\section*{Exchange band of a metallic chain: lattice sum, $k$-mesh or analytic tail}

\paragraph{Model.} One orthogonal $s$ orbital per site, spacing $a$, restricted Hartree--Fock, zero differential overlap, $v(n)=V/|n|$, $V=e^2/4\pi\varepsilon_0a$. States $|k|<k_F$ are doubly occupied:
\begin{equation}
P(n)=\frac{a}{\pi}\int_{-k_F}^{k_F}e^{ikna}dk=\frac{2\sin nk_Fa}{n\pi},\qquad F_x(n)=-\tfrac12P(n)v(n).
\end{equation}
Hartree and on-site terms do not depend on $k$. With $\mathrm{Cl}_2(\theta)=\sum_{n\ge1}\sin n\theta/n^2$ and $\mathrm{Cl}_2'=-\ln|2\sin(\theta/2)|$:
\begin{align}
\varepsilon_x(k)&=2\sum_{n\ge1}F_x(n)\cos nka=-\frac V\pi\big[\mathrm{Cl}_2((k_F+k)a)+\mathrm{Cl}_2((k_F-k)a)\big],\\
\frac{d\varepsilon_x}{dk}&=\frac{Va}{\pi}\ln\left|\frac{\sin[(k_F+k)a/2]}{\sin[(k_F-k)a/2]}\right|\simeq-\frac{Va}{\pi}\ln(|k-k_F|a).
\end{align}
The density of states per length, $2/(\pi|d\varepsilon/dk|)$, vanishes logarithmically at $k_F$.

\paragraph{Exact answer.} Au chain: half filling, $k_Fa=\pi/2$, typical $a\approx2.5$~\AA, $V=5.760$~eV. With $\phi=(k_F-k)a$ only odd $n$ survive:
\begin{equation}
\varepsilon_x=-\frac{2V}{\pi}S,\qquad S(\phi)=\sum_{n\ \mathrm{odd}}\frac{\sin n\phi}{n^2}=-\frac12\int_0^\phi\ln\tan\frac x2\,dx .
\end{equation}
$S$ is odd, so $0<\phi\le\pi/2$ suffices. $S(\pi/2)=0.9160$ (Catalan's constant) gives $\varepsilon_x(0)=-3.36$~eV. Below, $\Delta$ is the largest error over the band at leading order, and one work unit is one summed term per output $k$.

\paragraph{A. Truncation.} Keep $M$ odd terms, $L=2M$. Work $M$, memory $M$. The omitted tail is a midpoint sum of step 2:
\begin{equation}
T\approx\frac12\int_L^\infty\frac{\sin t\phi}{t^2}dt=\frac{\sin x-x\,\mathrm{Ci}(x)}{2L},\quad x=L\phi,\quad \mathrm{Ci}(x)=-\int_x^\infty\frac{\cos t}{t}dt .
\end{equation}
Since $\partial_\phi T=-\tfrac12\mathrm{Ci}(x)$, the maximum lies at the first zero $x_0=0.6165$: $\Delta_A=V\sin x_0/(2\pi M)=0.530~\mathrm{eV}/M$. The slope stays finite, $S_M'(0)\simeq\tfrac12(\ln4M+\gamma)$, $\gamma$ Euler's constant.

\paragraph{B. Mesh.} Summing over $n$ first gives $\varepsilon_x=(V/\pi)\int_{-\pi/2}^{\pi/2}\ln|2\sin\frac{ka-\theta}{2}|\,d\theta$. Use $M$ cell midpoints, $h=\pi/M$, and $ka$ on cell edges. Work $M$, memory $2M$ kernel values. Stirling's formula, $\prod_{j=0}^{m-1}(j+\frac12)\simeq\sqrt2\,m^me^{-m}$, leaves an excess $\frac h2\ln2$ on each side of the singularity: $\Delta_B=V\ln2/M=3.99~\mathrm{eV}/M$, largest at $k=0$. No structure finer than $h$ is resolved.

\paragraph{C. Truncation plus tail.} Add the integral $T$ to A. Work $M+10$ (cost of Ci assumed), memory $M$. Put $n=L+s$, $1/n^2\to1/L^2$, and compare the Abel-summed $\sum_{s\,\mathrm{odd}}e^{is\phi}=i/(2\sin\phi)$ with $\frac12\int_0^\infty e^{is\phi}ds=i/(2\phi)$. The residual in $S$ is
\begin{equation}
\frac{\cos L\phi}{2L^2}\Big(\frac1{\sin\phi}-\frac1\phi\Big),
\end{equation}
largest at $\phi=\pi/2$: $\Delta_C=V(1-2/\pi)/(4\pi M^2)=0.167~\mathrm{eV}/M^2$. The logarithm survives in $-\frac12\mathrm{Ci}(L\phi)$. Only elements beyond $L$ need the asymptotic form.

\paragraph{Errors (meV)} against the exact $S$, evaluated at these worst points:
\begin{center}
\begin{tabular}{rrrr}
$M$&A&B&C\\\hline
2&262&$1.82\times10^3$&34.3\\
8&66.2&487&2.56\\
32&16.6&124&0.162\\
128&4.14&31.1&0.0102
\end{tabular}
\end{center}
Work needed, from the leading laws:
\begin{center}
\begin{tabular}{lrrrc}
tolerance&A&B&C&choice\\\hline
100 meV&6&40&12&A\\
25.9 meV ($k_B\cdot300$ K)&21&155&13&C\\
1 meV&531&3993&23&C
\end{tabular}
\end{center}
Budgets: 8 units, A (66.2~meV; C does not fit). 12 units, C with $M=2$ (34.3~meV against 44 for A). 32 units, C with $M=22$ (0.34~meV against 16.6 and 124). Without a singularity correction B needs $\Delta_B/\Delta_A=7.5$ times the work of A.

\paragraph{Limits.} All numbers are the model's. Orbital overlap softens $v$ at short range: the Ohno form $v(n)=(n^2/V^2+1/U^2)^{-1/2}$ with assumed $U\approx7$~eV gives $v(1)=4.4$~eV and shifts the $n=1$ term of $\varepsilon_x(0)$ by $(2/\pi)[V-v(1)]=0.8$~eV, more than every tolerance above. The coefficient of the logarithm comes from large $n$ and is unchanged. So A suffices for Au energies, and C is needed for the slope. At $\phi=0.01$ the exchange slope is $(Va/\pi)\ln\cot(\phi/2)=24$~eV\,\AA, more than twice the typical total $s$-band slope of 5--10~eV\,\AA, because screening by the electrodes is missing. The $d$ bands and the gap-opening dimerised or spin-density-wave solutions are excluded by construction.